**Question.** In papers on diluted magnetic semiconductors I keep seeing the statement that an electron on a shallow donor has a spin splitting at zero magnetic field, with a distribution

$$P(\Delta)\propto\Delta^2\cosh\!\left(\frac{\Delta}{2k_BT}\right)\exp\!\left(-\frac{\Delta^2}{8\varepsilon_p k_BT}\right),\qquad \varepsilon_p=\frac{\alpha^2\chi}{32\pi a_B^3(g\mu_B)^2},$$

attributed to Dietl and Spałek. How can a paramagnet split a Kramers doublet at $B=0$? Where do the three factors and the $32\pi$ come from, what is the most probable splitting, and when can the formula be trusted? An estimate for donors in CdMnTe would help me.

---

**Answer.** The donor electron overlaps a finite number of Mn spins. At any instant their weighted vector sum differs from zero, although its thermal average vanishes, and it changes slowly compared with the precession of the electron spin. The electron therefore sits in a quasi-static exchange field of random direction. Time reversal flips the electron and the Mn spins together, so Kramers' theorem relates the configuration $\boldsymbol\Delta$ to $-\boldsymbol\Delta$ and does not force the two electron levels in one configuration to coincide. The Gaussian is the entropy cost of the fluctuation, $\Delta^2$ is the phase space of a three-component vector, and the cosh is the back-action of the electron on the Mn spins. The theory is due to Dietl and Spałek (1982, 1983).

## Conventions and premises

I use atomic units, $\hbar=m_e=e=4\pi\epsilon_0=1$, with energies in hartree ($E_h$) and lengths in bohr, and write $\beta=1/k_BT$. Spins are dimensionless. The magnetisation of the Mn ions is $\mathbf M=-g\mu_B\mathbf S(\mathbf r)$, where $\mathbf S(\mathbf r)=\sum_i\mathbf S_i\,\delta(\mathbf r-\mathbf R_i)$ is the spin density, and $\chi=dM/dB$ is their zero-field susceptibility per unit volume. The dimensionless SI susceptibility is $\mu_0\chi$ when it is small.

1. **Orbital state.** One electron occupies the 1s effective-mass state of $-\nabla^2/2m^*-1/\epsilon_r r$, with density $\rho(r)=|\psi|^2=e^{-2r/a_B}/\pi a_B^3$, radius $a_B=\epsilon_r/m^*$ and binding energy $R^*=m^*/2\epsilon_r^2$. The orbital is rigid.
2. **Exchange.** The s-d coupling is a contact Heisenberg term, $H_{sd}=-\alpha\,\mathbf s\cdot\mathbf S(\mathbf r)$, with $s=1/2$. Positive $\alpha$ is ferromagnetic.
3. **Host.** The Mn spins, with their own Hamiltonian $H_{\rm Mn}$, form an isotropic paramagnet whose spin correlations extend over a distance much shorter than $a_B$.
4. **Many spins.** Many Mn ions lie inside the orbital, and each is only weakly polarised.
5. **Slow spins.** The long-wavelength part of $\mathbf S(\mathbf r)$ changes little within the times $\beta$ and $1/\Delta$.

The size of what premises 1, 3 and 4 neglect is estimated further down. Premises 2 and 5 are assumed without such an estimate, and premise 5 returns as a condition under the range of validity.

## Step 1: projection onto the donor level

By premise 1 the exchange term is replaced by its expectation value in the orbital:

$$H=H_{\rm Mn}-\mathbf s\cdot\boldsymbol\Delta,\qquad \boldsymbol\Delta=\alpha\sum_i\rho(\mathbf R_i)\,\mathbf S_i=-\frac{\alpha}{g\mu_B}\int d^3r\,\rho\,\mathbf M .\tag{1}$$

The Mn spins act on the electron through the single vector $\boldsymbol\Delta$. If $\boldsymbol\Delta$ is an ordinary vector, $(\mathbf s\cdot\boldsymbol\Delta)^2=\Delta^2/4$, the levels are $\mp\Delta/2$, and the length $\Delta=|\boldsymbol\Delta|$ is the spin splitting.

## Step 2: trace over the electron spin

The components of $\boldsymbol\Delta$ are operators, with $[\Delta_x,\Delta_y]=i\alpha^2\sum_i\rho_i^2S_{iz}$ and $\rho_i=\rho(\mathbf R_i)$. This commutator contains one more small factor $\alpha\rho_i$ than $\boldsymbol\Delta$ itself, so by premise 4 the components commute to leading order. By premise 5 they also commute with $H_{\rm Mn}$ to the accuracy needed. Then $e^{-\beta H}$ factorises, and expanding the exponential with $(\mathbf s\cdot\boldsymbol\Delta)^2=\Delta^2/4$ and ${\rm Tr}\,\mathbf s=0$ gives

$${\rm Tr}_s\,e^{\beta\mathbf s\cdot\boldsymbol\Delta}=2\cosh(\beta\Delta/2).$$

Let $P_0(\boldsymbol\Delta)$ be the probability density of the vector (1) in the ensemble $e^{-\beta H_{\rm Mn}}$, that is, without the electron. With the electron present every configuration is reweighted:

$$P(\boldsymbol\Delta)=\frac{2\cosh(\beta\Delta/2)\,P_0(\boldsymbol\Delta)}{Z},\qquad Z=\langle 2\cosh(\beta\Delta/2)\rangle_0 .\tag{2}$$

## Step 3: the distribution without the electron

$\boldsymbol\Delta$ is a sum of many nearly independent terms (premises 3 and 4), so the central limit theorem makes $P_0$ Gaussian. Time reversal sets the mean to zero and isotropy makes the covariance $\sigma^2\delta_{ab}$. Only $\sigma^2$ remains to be found.

Add a test term $-\lambda\Delta_z$ to $H_{\rm Mn}$. The static response is

$$\frac{\partial\langle\Delta_z\rangle}{\partial\lambda}=\int_0^\beta d\tau\,\langle e^{\tau H_{\rm Mn}}\Delta_ze^{-\tau H_{\rm Mn}}\Delta_z\rangle_0\simeq\beta\sigma^2 ,$$

where the last step is premise 5. It is exact for free spins, and for the total spin of an isotropic Heisenberg system, which is conserved.

The same response follows from the susceptibility. A uniform field adds the energy $g\mu_B\mathbf B\cdot\mathbf S_i$ per ion, which is $-\mathbf h\cdot\mathbf S_i$ with $\mathbf h=-g\mu_B\mathbf B$. If the spin density responds as $\langle\mathbf S\rangle=\chi_s\mathbf h$, then $\mathbf M=(g\mu_B)^2\chi_s\mathbf B$, so

$$\chi_s=\frac{\chi}{(g\mu_B)^2}.$$

The test term is a field $h_z(\mathbf r)=\lambda\alpha\rho(\mathbf r)$. It varies on the scale $a_B$, so by premise 3 the response is local, $\langle S_z(\mathbf r)\rangle=\chi_s\lambda\alpha\rho(\mathbf r)$, and $\langle\Delta_z\rangle=\lambda\alpha^2\chi_s\int\rho^2d^3r$. Equating the two expressions,

$$\sigma^2=k_BT\,\alpha^2\chi_s\int\rho^2\,d^3r .\tag{3}$$

For the hydrogenic orbital, with $\int_0^\infty r^2e^{-kr}dr=2/k^3$,

$$\int\rho^2d^3r=\frac{4\pi}{\pi^2a_B^6}\,\frac{2}{(4/a_B)^3}=\frac{1}{8\pi a_B^3}.\tag{4}$$

Define the polaron energy as a quarter of $\sigma^2/k_BT$:

$$\varepsilon_p=\frac{\alpha^2\chi_s}{4}\int\rho^2d^3r=\frac{\alpha^2\chi}{32\pi a_B^3(g\mu_B)^2},\qquad\sigma^2=4\varepsilon_pk_BT .\tag{5}$$

So $32\pi=4\times8\pi$. The $8\pi$ is geometry, and the factor $1/4$ is $s^2$: a fully aligned spin $s=1/2$ exerts the field $\alpha\rho/2$, induces $\Delta=\tfrac12\alpha^2\chi_s\int\rho^2=2\varepsilon_p$, and has the exchange energy $-\Delta/2=-\varepsilon_p$ in the polarisation that it created. The sign of $\alpha$ drops out. The result of this step is

$$P_0(\boldsymbol\Delta)=(2\pi\sigma^2)^{-3/2}\exp\!\left(-\frac{\Delta^2}{8\varepsilon_pk_BT}\right).\tag{6}$$

A second route shows the shape of the spin cloud. A local paramagnet has the free energy $\mathcal F=\int S^2/2\chi_s\,d^3r$. Split any $\mathbf S(\mathbf r)$ into a part proportional to $\rho$ and a part $\mathbf S_\perp$ with $\int\rho\,\mathbf S_\perp d^3r=0$. Only the first part enters (1), which fixes its amplitude:

$$\mathbf S(\mathbf r)=\frac{\boldsymbol\Delta\,\rho(\mathbf r)}{\alpha\int\rho^2}+\mathbf S_\perp,\qquad\mathcal F=\frac{\Delta^2}{2\alpha^2\chi_s\int\rho^2}+\mathcal F[\mathbf S_\perp]=\frac{\Delta^2}{8\varepsilon_p}+\mathcal F[\mathbf S_\perp].\tag{7}$$

The cross term vanishes by orthogonality, so integrating $e^{-\beta\mathcal F}$ over $\mathbf S_\perp$ yields a constant, and (6) is recovered. At given $\boldsymbol\Delta$ the mean of $\mathbf S_\perp$ is zero, so the mean cloud has the profile $\rho$ and carries the total spin $8\pi a_B^3\Delta/\alpha$.

## Step 4: the distribution of the splitting

Both factors in (2) depend on the length of $\boldsymbol\Delta$ alone. The angular integration gives $d^3\Delta\to4\pi\Delta^2d\Delta$.

For the normalisation use $\langle e^{\mathbf k\cdot\boldsymbol\Delta}\rangle_0=e^{k^2\sigma^2/2}$, valid for a Gaussian vector. Averaging $e^{k\Delta\cos\theta}$ over directions first gives $\sinh(k\Delta)/k\Delta$, so $\langle\sinh(k\Delta)/\Delta\rangle_0=k\,e^{k^2\sigma^2/2}$. Differentiating with respect to $k$,

$$\langle\cosh k\Delta\rangle_0=(1+k^2\sigma^2)\,e^{k^2\sigma^2/2}.\tag{8}$$

At $k=\beta/2$ one has $k^2\sigma^2=\beta\varepsilon_p\equiv u$, the only dimensionless parameter of the problem. Hence $Z=2(1+u)e^{u/2}$ and

$$\boxed{P(\Delta)=\frac{4\pi\,e^{-u/2}}{(8\pi\varepsilon_pk_BT)^{3/2}(1+u)}\;\Delta^2\cosh\!\left(\frac{\Delta}{2k_BT}\right)\exp\!\left(-\frac{\Delta^2}{8\varepsilon_pk_BT}\right)}\tag{9}$$

with $\int_0^\infty P\,d\Delta=1$. This is the distribution in the question.

Equation (8) also gives the thermodynamics. The free energy that the exchange adds to a donor, with the $\ln2$ of the free spin removed, is

$$F_p=-k_BT\ln(Z/2)=-\frac{\varepsilon_p}{2}-k_BT\ln(1+u).\tag{10}$$

One derivative of (8) gives $\langle\Delta\sinh k\Delta\rangle_0=k\sigma^2(3+u)e^{u/2}$, with $k\sigma^2=2\varepsilon_p$, and a second gives $\langle\Delta^2\cosh k\Delta\rangle_0=\sigma^2(3+6u+u^2)e^{u/2}$. At given $\Delta$ the mean exchange energy of the electron is $-(\Delta/2)\tanh(\beta\Delta/2)$. Dividing by (8),

$$\langle H_{sd}\rangle=-\varepsilon_p\frac{3+u}{1+u},\qquad\langle\Delta^2\rangle=4\varepsilon_pk_BT\,\frac{3+6u+u^2}{1+u}.\tag{11}$$

For $u\to\infty$ the exchange energy is $-\varepsilon_p$ and $F_p\to-\varepsilon_p/2$, the difference being the cost $\Delta^2/8\varepsilon_p=\varepsilon_p/2$ of polarising the cloud to $\Delta=2\varepsilon_p$. For $u\to0$, $F_p\to-3\varepsilon_p/2$, which equals the second-order result $-\beta\langle\Delta^2\rangle_0/8$ with $\langle\Delta^2\rangle_0=3\sigma^2$. All these functions are analytic for $u>0$.

## Step 5: the most probable splitting

Set $d\ln P/d\Delta=0$:

$$\frac{2}{\Delta}+\frac{1}{2k_BT}\tanh\frac{\Delta}{2k_BT}-\frac{\Delta}{4\varepsilon_pk_BT}=0 .$$

With $y=\Delta/2k_BT$, multiplying by $2k_BT/y$ turns this into

$$\frac1u=\frac{2}{y^2}+\frac{\tanh y}{y}.\tag{12}$$

The right side falls strictly from $+\infty$ to $0$ as $y$ runs over the positive axis. There is exactly one root $\bar y$ for every $u>0$, it is the maximum because $P$ vanishes at both ends, and it grows smoothly with $u$.

**High temperature, $k_BT\gg\varepsilon_p$.** Here $\bar y$ is small and $\tanh y/y=1-O(y^2)$, so $2/\bar y^2=1/u-1+O(u)$ and $\bar y^2=2u\,[1+u+O(u^2)]$. Since $\bar\Delta=2k_BT\bar y$,

$$\bar\Delta=\sqrt{8\varepsilon_pk_BT}\left[1+\frac{\varepsilon_p}{2k_BT}+\dots\right].\tag{13}$$

The leading term is the peak $\sqrt2\,\sigma$ of a Maxwell distribution. The electron then only samples fluctuations that exist without it.

**Low temperature, $k_BT\ll\varepsilon_p$.** Now $\bar y$ is large and $\tanh\bar y=1$ up to terms $e^{-2\bar y}$. Equation (12) becomes $\bar y^2-u\bar y-2u=0$, so

$$\bar\Delta=\varepsilon_p+\sqrt{\varepsilon_p^2+8\varepsilon_pk_BT}=2\varepsilon_p+4k_BT-\frac{8(k_BT)^2}{\varepsilon_p}+\dots\tag{14}$$

The limit is $2\varepsilon_p$, the self-induced polarisation found below (5), and $P$ becomes a Gaussian of standard deviation $\sigma=2\sqrt{\varepsilon_pk_BT}$ around it. The relative correction is $2k_BT/\varepsilon_p$, so the limit is approached slowly.

**Relation to mean-field theory.** Dropping the term $2/y^2$, which comes from the phase-space factor, leaves $\Delta=2\varepsilon_p\tanh(\Delta/2k_BT)$. This is the molecular-field equation: the average spin $\tfrac12\tanh(\beta\Delta/2)$ polarises the ions, which in turn split the level. Its nonzero solution exists only for $u>1$ and vanishes continuously at $k_BT=\varepsilon_p$. That transition is an artefact of neglecting the fluctuations of a finite system. In (12) the point $u=1$ only marks the middle of a crossover.

Both limits refer to $\varepsilon_p$ at the temperature in question, since $\chi$ depends on $T$. For the Curie-Weiss form

$$\chi_s=\frac{nS(S+1)}{3k_B(T+T_0)},\tag{15}$$

with $n$ an effective density of active spins and $T_0>0$ for antiferromagnetic coupling, the product $\varepsilon_pk_BT$ is proportional to $T/(T+T_0)$ and saturates for $T\gg T_0$. The fluctuation splitting then no longer depends on temperature, because it only counts randomly oriented spins.

## What a spin-flip spectrum sees

$P(\Delta)$ sums over both electron levels. In spin-flip Raman scattering the Mn spins stay frozen during the event. A Stokes shift $\omega=+\Delta$ starts from the lower level, with weight $e^{+\beta\Delta/2}$, and an anti-Stokes shift $\omega=-\Delta$ starts from the upper one, with weight $e^{-\beta\Delta/2}$. If the light couples to a fixed component $\mathbf n\cdot\mathbf s$ with an amplitude independent of $\omega$, the squared flip matrix element is $\tfrac14\sin^2\theta$, with $\theta$ the angle between $\mathbf n$ and $\boldsymbol\Delta$, and at zero field its average over directions is the constant $1/6$. Completing the square joins both branches into one function of real $\omega$:

$$I(\omega)\propto\omega^2\exp\!\left[-\frac{(\omega-2\varepsilon_p)^2}{8\varepsilon_pk_BT}\right],\qquad\omega_\pm=\varepsilon_p\pm\sqrt{\varepsilon_p^2+8\varepsilon_pk_BT}.\tag{16}$$

The maxima $\omega_\pm$ solve $\omega^2-2\varepsilon_p\omega-8\varepsilon_pk_BT=0$ at any temperature. The Stokes peak $\omega_+$ has the same two limits as $\bar\Delta$ and lies above it in between.

A weak field only displaces the Gaussian. While $M$ is linear in $B$, and with the band Zeeman term $g^*\mu_B\mathbf s\cdot\mathbf B$ absorbed into $\boldsymbol\Delta$, the centre is $\boldsymbol\Delta_0=-(\alpha\chi/g\mu_B+g^*\mu_B)\mathbf B$. The angular average multiplies (9) by $\sinh(\Delta\Delta_0/\sigma^2)/(\Delta\Delta_0/\sigma^2)$ and changes the normalisation. "Zero field" therefore means $\Delta\Delta_0\ll\sigma^2$ for typical $\Delta$, that is $\Delta_0\ll\sigma$ when $u\lesssim1$.

## Size of the neglected terms

**(a) Orbital relaxation.** At fixed $\boldsymbol\Delta$ the mean cloud (7) is a potential $\mp(\Delta/2)\rho/\!\int\!\rho^2$ for the two spin states. Let the radius be $a=a_B(1+\delta)$. The hydrogenic energy is $R^*[(1+\delta)^{-2}-2(1+\delta)^{-1}]\simeq-R^*+R^*\delta^2$. The overlap of two 1s densities of radii $a$ and $a_B$ is $1/\pi(a+a_B)^3$, so the exchange energy is $\mp(\Delta/2)(1-3\delta/2)$. Minimising gives $\delta=\mp3\Delta/8R^*$ and an energy shift $-9\Delta^2/64R^*$ that is the same for both levels. The splitting is unchanged in this order, while the stiffness in (7) becomes $(\Delta^2/8\varepsilon_p)(1-9\varepsilon_p/8R^*)$, so the effective $\varepsilon_p$ rises by the fraction $9\varepsilon_p/8R^*$. Admixture of excited orbitals by the random part $\mathbf S_\perp$ changes the splitting in third order, by a fraction of order $(\Delta/R^*)^2$.

**(b) Quantum nature of $\boldsymbol\Delta$.** Insert the conditional mean $\langle\mathbf S_i\rangle=\rho_i\boldsymbol\Delta/\alpha\sum_j\rho_j^2$ into the commutator of step 2. This gives $[\Delta_x,\Delta_y]\approx iJ\Delta_z$ with $J=\alpha\int\rho^3/\int\rho^2$. Since $\int\rho^3d^3r=1/27\pi^2a_B^6$, $J=8\alpha/27\pi a_B^3$. So $\boldsymbol\Delta$ behaves like $J\mathbf L$ with $\mathbf L$ an angular momentum. The model $-J\mathbf s\cdot\mathbf L$ is solved exactly: the levels are $-JL/2$ with degeneracy $2L+2$ and $J(L+1)/2$ with degeneracy $2L$. With the splitting $\Delta=J(L+\tfrac12)$ the trace is

$$e^{-\beta J/4}\,(2L+1)\,2\cosh\frac{\beta\Delta}{2}\left[1+\frac{J}{2\Delta}\tanh\frac{\beta\Delta}{2}\right].$$

The classical weight is modified by at most the fraction $J/2\Delta$.

**(c) Higher cumulants.** For independent spins the excess kurtosis of $\Delta_z$ is $(c_4/c_2^2)\sum\rho_i^4/(\sum\rho_i^2)^2$, where $c_2$ and $c_4$ are the cumulants of $S_z$. With $\int\rho^4d^3r=1/64\pi^3a_B^9$ and (4) the ratio of sums is $1/N_4$, with $N_4=\pi na_B^3$. For $S=5/2$, $c_2=35/12$, $\langle S_z^4\rangle=707/48$, $c_4=707/48-3c_2^2=-259/24$, and $c_4/c_2^2=-222/175\approx-1.27$. The same cumulant limits linear response. A free spin in a field $h$ has $\langle S_z\rangle=c_2z\,[1-(37/60)z^2+\dots]$ with $z=\beta h$, and $z=h/k_B(T+T_0)$ is the usual replacement for interacting ions. The largest field from the electron is $h=j_0/2$ with $j_0=\alpha\rho(0)=\alpha/\pi a_B^3$. The Gaussian tail must fail as $\Delta$ approaches the saturation value $\alpha nS$.

**(d) Positional disorder.** The sum $\sum_i\rho_i^2$ differs from donor to donor. For Poisson-distributed ions its variance is $n\int\rho^4$, so $\varepsilon_p$ scatters by the fraction $N_4^{-1/2}$.

**(e) Nonlocal susceptibility.** In general $\sigma^2\propto\int d^3q\,|\rho_{\mathbf q}|^2\chi_s(q)$. In molecular-field theory for couplings of range $R_0$, $T_0$ in (15) is multiplied by $\sin(qR_0)/qR_0\simeq1-q^2R_0^2/6$. The mean of $q^2$ with weight $|\rho_{\mathbf q}|^2$ is $\int|\nabla\rho|^2/\int\rho^2=4/a_B^2$, so $\varepsilon_p$ rises by the fraction $\tfrac23(R_0/a_B)^2\,T_0/(T+T_0)$. Dipolar fields change $\chi$ by a fraction of order $\mu_0\chi$.

## Range of validity

Equation (9) holds under these conditions.

- The donor is isolated, neutral and hydrogenic: donor density $\ll a_B^{-3}$, $k_BT\ll R^*$, and central-cell and alloy corrections to $\psi$ are small. For another orbital, replace $1/8\pi a_B^3$ by its $\int\rho^2$.
- $\varepsilon_p,\ \bar\Delta\ll R^*$. Otherwise $a_B$ must be optimised along with $\Delta$.
- $\pi na_B^3\gg1$, $J\ll\bar\Delta\ll\alpha nS$ and $j_0\ll k_B(T+T_0)$. Compact states such as deeper acceptors violate these first, and their degenerate valence-band structure also replaces the isotropic spin-$1/2$ coupling of premise 2.
- The host is an equilibrium paramagnet with a correlation length $\ll a_B$. Near a magnetic transition $\chi(q)$ is needed. Below a spin-glass freezing temperature relation (3) fails, because frozen moments contribute to $\langle\Delta^2\rangle$ without contributing to $k_BT\chi$.
- The Mn spins are slow compared with $1/\Delta$, which is what gives a static splitting and avoids motional narrowing, yet the electron stays on the donor long enough for them to equilibrate with it. If it does not, the cosh weight is not established.
- The applied field obeys $\Delta\Delta_0\ll\sigma^2$.

## Illustration: donor in Cd$_{0.95}$Mn$_{0.05}$Te

Typical, approximate inputs: zinc-blende lattice constant $6.48$ Å $=12.25$ bohr with four cation sites per cube, $m^*=0.10$, $\epsilon_r=10$, $N_0\alpha=0.22$ eV with $N_0$ the cation density, Mn$^{2+}$ with $S=5/2$ and $g=2$. For the susceptibility I take (15) with $n=x_{\rm eff}N_0$, $x_{\rm eff}=0.030$ and $T_0=2.3$ K. The effective fraction is below $x=0.05$ because antiferromagnetically bound nearest-neighbour pairs drop out at low temperature. The inputs carry about two figures, so results are given to two figures, and the extra digits in intermediate values are guard digits.

In atomic units, at $T=2$ K:

- $a_B=100$ bohr and $R^*=5.0\times10^{-4}\,E_h$
- $N_0=4/12.25^3=2.176\times10^{-3}$ bohr$^{-3}$ and $n=6.528\times10^{-5}$ bohr$^{-3}$
- $N_0\alpha=8.085\times10^{-3}\,E_h$, so $\alpha=3.716\,E_h\,$bohr$^3$
- $k_BT=6.334\times10^{-6}\,E_h$ and $k_B(T+T_0)=1.362\times10^{-5}\,E_h$
- $\chi_s=(35/12)\,n/k_B(T+T_0)=13.98\ E_h^{-1}$bohr$^{-3}$
- $\varepsilon_p=\alpha^2\chi_s/32\pi a_B^3=1.92\times10^{-6}\,E_h$ and $u=0.303$
- root of (12): $\bar y=0.894$, so $\bar\Delta=2k_BT\bar y=1.13\times10^{-5}\,E_h$

Converted: $a_B=5.3$ nm, $R^*=13.6$ meV, $\chi=7.4\times10^3$ A m$^{-1}$T$^{-1}$ or $\mu_0\chi=0.0094$, $\varepsilon_p=0.052$ meV ($0.61$ K), and

$$\bar\Delta\approx0.31\ {\rm meV},$$

which is $3.6$ K or $2.5$ cm$^{-1}$. From (11) the root-mean-square splitting is $0.37$ meV, from (10) $F_p=-0.072$ meV, and from (7) the mean cloud at the peak holds a net spin of about $77$. The anti-Stokes maximum of (16) is at $\omega_-=-0.22$ meV. The exchange part of the field-induced splitting is $\alpha\chi_sg\mu_B=6.0$ meV per tesla, so about $0.05$ T produces a $\Delta_0$ equal to $\bar\Delta$.

At other temperatures $\varepsilon_p/k_B=2.61\ {\rm K}^2/(T+T_0)$. Energies are in meV.

| $T$ (K) | $\varepsilon_p$ | $u$ | $\sqrt{8\varepsilon_pk_BT}$ | $\bar\Delta$, eq. (12) | $\omega_+$, eq. (16) |
|---|---|---|---|---|---|
| 1 | 0.068 | 0.79 | 0.22 | 0.29 | 0.30 |
| 2 | 0.052 | 0.30 | 0.27 | 0.31 | 0.33 |
| 5 | 0.031 | 0.071 | 0.33 | 0.34 | 0.36 |
| 10 | 0.018 | 0.021 | 0.35 | 0.36 | 0.37 |

The splitting hardly moves, since cooling reduces the fluctuation part through $T/(T+T_0)$ while it strengthens the polaron part. The saturation value of $\sqrt{8\varepsilon_pk_BT}$ for $T\gg T_0$ is $0.39$ meV within (15) at fixed $x_{\rm eff}$. Well above 10 K the pairs begin to break up and these parameters have to be changed. At 2 K the back-action of the electron raises the peak by the factor $1.15$ over the pure fluctuation value, and (13) gives $1+u/2=1.15$. The crossover $u=1$ requires $T(T+T_0)=2.61$ K$^2$, or $T=0.83$ K. The limit $2\varepsilon_p$ is out of reach in this range: at 1 K it is $0.14$ meV, half of $\bar\Delta$, and even the extrapolation of (15) to $T=0$ gives only $\varepsilon_p/k_B=1.1$ K, while a Curie-Weiss form with fixed $T_0$ is not to be relied on far below 1 K. With these inputs the donor is dominated by fluctuations.

The neglected terms at 2 K are as follows.

- (a) $|\delta|=0.0085$, $9\varepsilon_p/8R^*=0.004$, $(\bar\Delta/R^*)^2=5\times10^{-4}$.
- (b) $j_0=0.032$ meV, $J=0.0095$ meV, $J/2\bar\Delta=0.015$.
- (c) $N_4=205$, excess kurtosis $-0.006$; $z=0.043$ at the centre, nonlinearity $-0.0012$; $\alpha nS=16.5$ meV.
- (d) scatter $0.07$ in $\varepsilon_p$, hence about $0.035$ in $\bar\Delta$ where $\bar\Delta\propto\sqrt{\varepsilon_p}$.
- (e) $0.016$ for $R_0=(xN_0)^{-1/3}=21$ bohr.

Terms (c) to (e) treat the active ions as independent or in molecular-field theory and are estimates of magnitude. Each systematic term is below two percent and smaller than the polaron enhancement of $0.15$, and the donor-to-donor scatter is small against the thermal width $\sigma=0.19$ meV. Provided premises 2 and 5 hold, the dominant uncertainty lies in the inputs: in the fluctuation regime $\bar\Delta\propto|\alpha|\,\chi^{1/2}a_B^{-3/2}$, so a Bohr radius larger by 10 % multiplies the splitting by $0.87$.